Student: The sheet gives the complex conductivity of CeAl₃ at 0.5 K and asks for the plasma frequency, the scattering rate and the mass enhancement. It looks like a trick: two numbers go in at each frequency, two come out, and we call one of them a mass.

Lecturer: Half of that complaint is right, and we shall find out which half. Read me the data.

Student: They are values made for the exercise and rounded to three figures, for a polycrystal, with interband transitions already subtracted. Each carries an independent 1 % standard deviation. σ is in 10³ Ω⁻¹ cm⁻¹.

ħω (meV) | σ₁ | σ₂
0 (dc) | 104 | 0
0.050 | 66.4 | 47.9
0.50 | 6.36 | 12.5
2.0 | 4.85 | 3.21
10 | 4.75 | 0.782
100 | 4.34 | 1.39

The 0.050 meV row is a microwave point at 12 GHz.

Lecturer: Conventions first. Fields vary as exp(−iωt), so free carriers have σ₂ > 0 and causal functions are analytic for Im ω > 0. Formulas are Gaussian. I set ħ = 1, so ω, ωp and all rates are energies. The extended Drude form is

σ(ω) = (ωp²/4π) / [1/τ(ω) − iω(1 + λ(ω))],

with 1/τ and λ real. Take the reciprocal and separate real and imaginary parts:

1/τ(ω) = (ωp²/4π) Re(1/σ), 1 + λ(ω) = −(ωp²/(4πω)) Im(1/σ).

Student: That is my point. Any nonzero complex number can be written that way.

Lecturer: At one frequency, yes: it is a change of variables, and it needs ωp from outside. The content lies in how the frequencies are tied together. Define G(z) = (ωp²/4π)/σ(z) + iz, which on the real axis is 1/τ − iωλ. I claim that G is analytic in the upper half plane.

Student: σ is analytic there by causality. Its reciprocal has a pole wherever σ vanishes.

Lecturer: So show that it never vanishes. For z = x + iy with y > 0, Cauchy's theorem gives σ(z) = (i/π) ∫ σ₁(ω′)/(z − ω′) dω′ over the whole real line. Its real part is (1/π) ∫ σ₁(ω′) y/[(x − ω′)² + y²] dω′. A passive medium has σ₁ ≥ 0, not zero everywhere, so Re σ(z) > 0 strictly. There are no zeros, and 1/σ is analytic.

Student: And at infinity? 1/σ grows like z.

Lecturer: The same formula gives σ → (i/z)(1/π) ∫ σ₁ dω′ at large z. If ωp is defined by the sum rule ∫₀^∞ σ₁ dω = ωp²/8 for the very σ you invert, this is iωp²/(4πz), the added iz cancels the growth, and G/z → 0, which says λ(∞) = 0. Now integrate [G(z) − G(0)]/z² along the real axis, passing above z = 0 on a small half circle and closing with a large arc. The large arc gives nothing. Near zero, G(z) − G(0) ≈ −iλ(0)z, a simple pole with residue −iλ(0), and the small clockwise half circle gives −iπ times that residue. So the principal value along the axis equals iπ × (−iλ(0)) = πλ(0). The real part of the integrand is even in ω and the imaginary part is odd, hence

λ(0) = (2/π) ∫₀^∞ [1/τ(ω) − 1/τ(0)]/ω² dω.

Mass at zero frequency is paid for by scattering that switches on at finite frequency.

Student: You slipped in conditions.

Lecturer: Three. The rise of 1/τ must start faster than linearly in ω, as the ω² of a Fermi liquid does, or the integral diverges at its lower end. Then σ must not vanish on the real axis either; in a true gap it can, and 1/τ acquires a delta function, while a deep dip in σ₁ can make a sharp peak in 1/τ. Last, ωp must obey the sum rule. If you use cωp² instead, both 1/τ and 1 + λ are multiplied by c, λ(∞) becomes c − 1, and the left side must read λ(0) − λ(∞). For your data the subtraction of interband terms must also have left σ₁ positive.

Student: But I don't know ωp, so I can't start.

Lecturer: Start without it. Form the complex resistivity ρ = 1/σ, with ρ₁ = σ₁/|σ|² and −ρ₂ = σ₂/|σ|², and define ℓ(ω) = −ρ₂/ω. With L = 4π/ωp² the two inversion formulas read ρ₁ = L/τ and ℓ = L(1 + λ). For units: 4πσ(Gaussian) = σ(SI)/ε₀, and 10³ Ω⁻¹ cm⁻¹ corresponds to ħσ/ε₀ = 7.434 eV. So L in μΩ cm/meV equals 7.434/(ωp in eV)².

Student: For the microwave row |σ|² = 66.4² + 47.9² = 6703, so ρ₁ = 1000 × 66.4/|σ|² = 9.905 μΩ cm and ℓ = 1000 × 47.9/(0.050 |σ|²) = 142.9 μΩ cm/meV. Keeping one guard digit throughout:

ω (meV) | ρ₁ (μΩ cm) | ℓ (μΩ cm/meV)
0 | 9.615 | none
0.050 | 9.905 | 142.9
0.50 | 32.33 | 127.1
2.0 | 143.4 | 47.45
10 | 205.0 | 3.374
100 | 209.0 | 0.6693

So ρ₁ climbs a step around 1 to 2 meV and saturates, and ℓ collapses across the same range.

Lecturer: That correlation is the dispersion relation at work, seen before any ωp is chosen. To integrate we need a curve through six points. Take the simplest causal step, one pole of G in the lower half plane at z = −iW:

G(ω) = Γ₀ + Δ(−iω)/(W − iω).

Rationalising gives 1/τ = Γ₀ + Δω²/(W² + ω²) and λ = ΔW/(W² + ω²). The dispersion integral is (2/π) ∫₀^∞ Δ/(W² + ω²) dω = Δ/W, which is λ(0), as it must be. Multiply by L, and write ρ₀ = LΓ₀ and R = LΔ:

ρ₁ = ρ₀ + Rω²/(W² + ω²), ℓ = L + RW/(W² + ω²).

Four unknowns: ρ₀, R, W, L.

Student: ρ₀ = 9.615 from the dc row. At 100 meV the step is complete up to W²/ω², so R = 209.0 − 9.615 = 199.4 μΩ cm. At 2.0 meV I solve the ρ₁ equation for W:

W = 2.0 × √(199.4/(143.4 − 9.615) − 1) = 1.401 meV.

The neglected W²/ω² at 100 meV is then 2 × 10⁻⁴, harmless. For L I would just take ℓ at 100 meV.

Lecturer: Not quite. The tail RW/(W² + ω²) is still 0.0279 there, 4 % of ℓ, twice the uncertainty we shall find for L.

Student: Then L = 0.6693 − 0.0279 = 0.6414 μΩ cm/meV, so ωp² = 7.434/0.6414 = 11.59 eV² and ωp = 3.40 eV. Dividing by L, Γ₀ = 15.0 meV and Δ = 311 meV. The dispersion integral in resistivity units is R/W = 142.3 μΩ cm/meV, and λ(0) = 142.3/0.6414 = 222. Pointwise, dividing my table by L:

ω (meV) | 1/τ (meV) | 1 + λ
0.050 | 15.4 | 223
0.50 | 50.4 | 198
2.0 | 224 | 74.0
10 | 320 | 5.26
100 | 326 | 1.04

Lecturer: You used four of the eleven entries of the resistivity table. Predict the other seven.

Student: For ρ₁ at 0.050, 0.50 and 10 meV the fit gives 9.869, 32.14 and 205.2, against 9.905, 32.33 and 205.0. For ℓ at 0.050, 0.50, 2.0 and 10 meV it gives 142.8, 126.9, 47.49 and 3.381, against 142.9, 127.1, 47.45 and 3.374. The worst miss is 0.6 %. But these numbers were manufactured. If whoever made them used this same shape, the match proves nothing about CeAl₃.

Lecturer: Nothing about CeAl₃, agreed. It shows that one pole describes this data set, and it shows the logic of the test: R and W came from ρ₁ alone, yet they predict ℓ at the microwave point, where L is under half a per cent of the total. With laboratory spectra the same step checks whether real and imaginary parts belong to one causal function, provided that σ₂ was obtained independently and not computed from σ₁ or from the reflectivity by Kramers–Kronig, in which case the check is circular.

Student: Now I see something better. Multiply the dispersion relation by L. Then L = ℓ(0) − (2/π) ∫₀^∞ [ρ₁(ω) − ρ₀]/ω² dω, with only data on the right. The relation fixes ωp by itself, and I don't need ℓ at 100 meV.

Lecturer: It is exact. Try it.

Student: I extrapolate the microwave point to zero by adding (ℓ − L)ω²/W² = 0.18, so ℓ(0) = 143.1. The integral is 142.3. That gives L = 0.8, not far from 0.64.

Lecturer: Now attach errors. Let s = σ₂²/|σ|². Differentiating, relative changes δ₁ and δ₂ in σ₁ and σ₂ change ρ₁ by (2s − 1)δ₁ − 2sδ₂ and ℓ by −2(1 − s)δ₁ + (1 − 2s)δ₂, both relative. At the microwave point s = 0.342, and ℓ is uncertain by 1.4 %, or 1.9 μΩ cm/meV. Carrying the same rule through R and W gives 1.3 % for R/W, or 1.8 μΩ cm/meV. The two use different rows, so they add in quadrature.

Student: L = 0.8 ± 2.6. That includes zero, an infinite plasma frequency.

Lecturer: You are subtracting Lλ(0) from L(1 + λ(0)), so relative errors are magnified by about λ(0), some two hundred. In a metal with λ of order one your route works. In a heavy-fermion metal the 1 in 1 + λ is invisible at low frequency, and ωp must come from where λ has died away.

Student: How good is the route through 100 meV, then?

Lecturer: There s = 0.093, so ℓ responds as −1.81δ₁ + 0.81δ₂, giving 2.0 %, while ρ₁ is good to 0.8 %. Propagate to first order from the five conductivities used, dc and the pairs at 2.0 and 100 meV, keeping the correlation between ρ₁ and ℓ of the same row. The standard deviations are 0.9 % for R, 1.8 % for W, 2.0 % for L, 1.0 % for ωp, 2.2 % for Γ₀, 1.4 % for Δ and 2.6 % for λ(0). W suffers a factor near 1.6 from each of ρ₁(2.0) and ρ₁(100), since it is read from the position on the step. So ωp = 3.40 ± 0.03 eV and λ(0) = 222 ± 6, within the one-pole model.

Student: The integrand divides by ω². Doesn't that blow up the noise at the lowest frequency?

Lecturer: It does. At 0.050 meV the difference ρ₁ − ρ₀ is 0.290 ± 0.12 μΩ cm, so the integrand there is 116 ± 49 μΩ cm/meV², where the fit has 101. Luckily that region weighs little. The share of the integral below ω is (2/π) arctan(ω/W): 2.3 % below 0.050 meV and 69 % between 0.50 and 10 meV. The mass is made around W, so that is where a real spectrum needs dense points. We have one row inside that window and one at each end, and the assumed shape fills the rest.

Student: You keep saying "within the model". Is the solution unique or not?

Lecturer: Within the model it is: each step you took was linear or, for W, monotonic. Outside it, no. Add a second channel R′ω²/(W′² + ω²) to ρ₁, with R′ = 200 μΩ cm and W′ = 1000 meV, numbers I pick for illustration. At 100 meV it adds 1.98 μΩ cm to ρ₁, which is 0.9 %, about one standard deviation, and far less at the lower rows. Its causal partner adds R′W′/(W′² + ω²) to ℓ, which is 0.198 at 100 meV and nearly constant below, so it imitates L.

Student: Then L drops to 0.6414 − 0.198 = 0.443, ωp rises to 4.1 eV, and 1 + λ(0) = 143.1/0.443 = 3.2 × 10². That dwarfs the ± 6.

Lecturer: And these data cannot exclude it. So λ(0) is an enhancement relative to whatever inertia the carriers show at the top of the window, here 100 meV. This is the half of your complaint that is right: λ depends on ωp, and ωp depends on where intraband response is declared to end and on what was subtracted as interband.

Student: What survives?

Lecturer: Everything written in ρ. The product L(1 + λ(0)) = ℓ(0) defines ωp*² = ωp²/(1 + λ(0)), and ωp* = √(7.434/143.1) = 0.228 eV to 0.7 %, with no need of ωp. The scale W survives nearly unchanged, and so does the ratio ρ₀/ℓ(0), the renormalised rate Γ₀/(1 + λ(0)) = 15.0/223 = 0.0673 meV.

Student: So the narrow peak has width 0.0673 meV and weight 1/223 of the total.

Lecturer: Nearly. Put the model G back into σ. With p = −iω, σ = (ωp²/4π)(W + p)/[p² + (Γ₀ + W + Δ)p + Γ₀W]. The denominator factors as (p + γ₁)(p + γ₂) with γ₁ < W < γ₂, because it equals −ΔW at p = −W. So σ is exactly two Drude terms, with weights (W − γ₁)/(γ₂ − γ₁) and (γ₂ − W)/(γ₂ − γ₁), both positive. Here γ₁ = 0.0642 meV and γ₂ = 327 meV, and the narrow term holds 0.41 % of the weight where 1/223 is 0.45 %. The simple reading overlooks that 1/τ and λ already vary across the peak; the corrections are of order Γ₀/Δ and γ₁/W, about 5 % each, and together lower the weight by 9 %. That exceeds the statistical error, so say which quantity you quote.

Student: And is 223 the mass enhancement of CeAl₃?

Lecturer: It is the model's, for made data. Optical λ follows the quasiparticle mass only if a single band carries the current, the self-energy depends on frequency but hardly on momentum, vertex corrections are small and the temperature lies well below the coherence scale. The first is doubtful: in a Kondo lattice f and conduction bands hybridise, transitions between them appear at low energy, and the inversion folds them into 1/τ. The formulas stay exact as a description of 1/σ, while the reading as scattering and mass becomes an interpretation. For the temperature, a Fermi liquid of that local kind has 1/τ rising as ω² + (2πk_BT)², so W corresponds to W/(2πk_B) = 2.6 K, about five times the 0.5 K of the data. The inputs were chosen to reproduce what is typical of CeAl₃, namely a coherence scale of a few kelvin, a saturated resistivity of roughly 200 μΩ cm, and an enhancement of some hundreds, as a specific-heat coefficient of about 1.6 J mol⁻¹ K⁻² suggests, so the size of the answer is no independent agreement. What the data fix firmly is ωp* = 0.228 eV and W = 1.40 meV; the model's ωp = 3.40 eV and λ(0) = 222 hold only if no further scattering channel opens above 100 meV.